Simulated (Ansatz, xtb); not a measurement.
Two isomers of C6H7BO

Structure I: `Bc1ccc(C=C)o1`, a singlet. Structure II: `Bc1cocc1C=C`, a singlet. Both are isolated molecules in the gas phase, relaxed with B3LYP-D3(BJ)/def2-SVP, each in the lowest conformer that the search found.

I (Å):

| atom | x (Å) | y (Å) | z (Å) |
| --- | --- | --- | --- |
| C | -0.5649 | -0.5241 | -0.1764 |
| C | 0.6898 | -1.1160 | -0.0576 |
| C | 1.6629 | -0.1285 | -0.3210 |
| C | 0.9583 | 1.0376 | -0.5927 |
| C | 1.4264 | 2.3660 | -0.9292 |
| C | 0.6283 | 3.4187 | -1.1707 |
| B | -1.9654 | -1.0701 | -0.0123 |
| O | -0.3604 | 0.8072 | -0.5081 |
| H | -2.0952 | -2.2336 | 0.2766 |
| H | -2.9275 | -0.3621 | -0.1659 |
| H | 0.8594 | -2.1609 | 0.1957 |
| H | 2.7456 | -0.2321 | -0.3186 |
| H | 2.5141 | 2.4709 | -0.9782 |
| H | -0.4593 | 3.3234 | -1.1241 |
| H | 1.0454 | 4.3965 | -1.4199 |

II (Å):

```xyz
15

C    -0.3946   -0.6801    0.6276
C     0.8954   -1.1469    0.7919
C     1.1025    0.7062   -0.3448
C    -0.2423    0.5603   -0.1349
C    -1.3348    1.4334   -0.5621
C    -1.2194    2.5660   -1.2706
B    -1.6371   -1.3806    1.1626
O     1.7916   -0.3324    0.2192
H    -1.5149   -2.4145    1.7746
H    -2.7436   -0.9307    0.9923
H     1.2921   -2.0300    1.2885
H     1.7087    1.4531   -0.8490
H    -2.3315    1.1008   -0.2577
H    -0.2509    2.9500   -1.6050
H    -2.1004    3.1519   -1.5422
```

Quicker runs give these differences E(II) − E(I): GFN2-xTB +0.230 eV; HF/STO-3G +0.240 eV (at GFN2-xTB geometries); r2SCAN-D4/def2-SVP +0.399 eV (at GFN2-xTB geometries).

Problem. Estimate E(II) − E(I) at the level CCSD(T)/def2-SVP + ΔMP2/def2-TZVPP.

Solution. Calculated at CCSD(T)/def2-SVP + ΔMP2/def2-TZVPP: E(II) − E(I) = +0.280 eV, so structure I lies lower.

The same difference at several levels:

```csv
level,geometry,E(II) − E(I) (eV),departure from the last row (eV),"job, with rough time for the two"
GFN2-xTB,GFN2-xTB,+0.230,−0.050,"optimisation, 0.5 s"
HF/STO-3G,GFN2-xTB,+0.240,−0.040,"single point, 2 s"
r2SCAN-D4/def2-SVP,GFN2-xTB,+0.399,+0.119,"single point, 12 s"
B3LYP-D3(BJ)/def2-SVP,B3LYP-D3(BJ)/def2-SVP,+0.345,+0.065,"optimisation, 2.7 min"
HF/def2-SVP,B3LYP-D3(BJ)/def2-SVP,+0.275,−0.005,part of the CCSD(T) run
MP2/def2-SVP,B3LYP-D3(BJ)/def2-SVP,+0.291,+0.011,part of the CCSD(T) run
CCSD(T)/def2-SVP,B3LYP-D3(BJ)/def2-SVP,+0.261,−0.019,single point
CCSD(T)/def2-SVP + ΔMP2/def2-TZVPP,B3LYP-D3(BJ)/def2-SVP,+0.280,,"single point, 5 min"
```

As drawn, both hold the same kinds of bond in the same numbers.

None of the levels shown reverses the order. The largest departure from CCSD(T)/def2-SVP + ΔMP2/def2-TZVPP is that of r2SCAN-D4/def2-SVP, 0.119 eV. The last row adds to CCSD(T) the change of the MP2 difference between the two basis sets, here +0.019 eV.

With thermal terms from frequencies at re-optimised GFN2-xTB minima (ideal gas, soft modes damped towards free rotors, one conformer each, 298.15 K, 1 atm): on the last row, ΔE + ΔZPE = +0.276, ΔH = +0.280, ΔG = +0.267 eV.

The correlated steps freeze 8 core orbitals. Run with Ansatz 0.2.0, xtb 6.7.1; the last row on 2 threads of Intel(R) Xeon(R) Processor @ 2.50GHz (Skylake/Cascade Lake) on a shared host.

The 2,5-disubstituted furan I is favoured over its 3,4-isomer II, most likely because of π conjugation. In I, the vinyl group, the ring diene and the empty boron p orbital form one linear path, so the vinyl group can donate charge through the ring to boron. In II the substituents sit on the inner carbons and are cross-conjugated, although the ring oxygen can still donate to boron. The geometries agree: both molecules are essentially planar, but the C–B bond, the bond from ring to vinyl and the ring's central C–C bond are all shorter in I. Loss of planarity therefore does not explain the penalty in II, though repulsion between its adjacent groups may add to it.

Hartree–Fock in the def2-SVP basis already gives nearly the full preference, so differential correlation is small overall. Both density functionals overshoot, possibly by overstabilising the more extended π system. The total energies alone cannot separate the conjugative gain in I from the repulsion between neighbouring substituents in II.
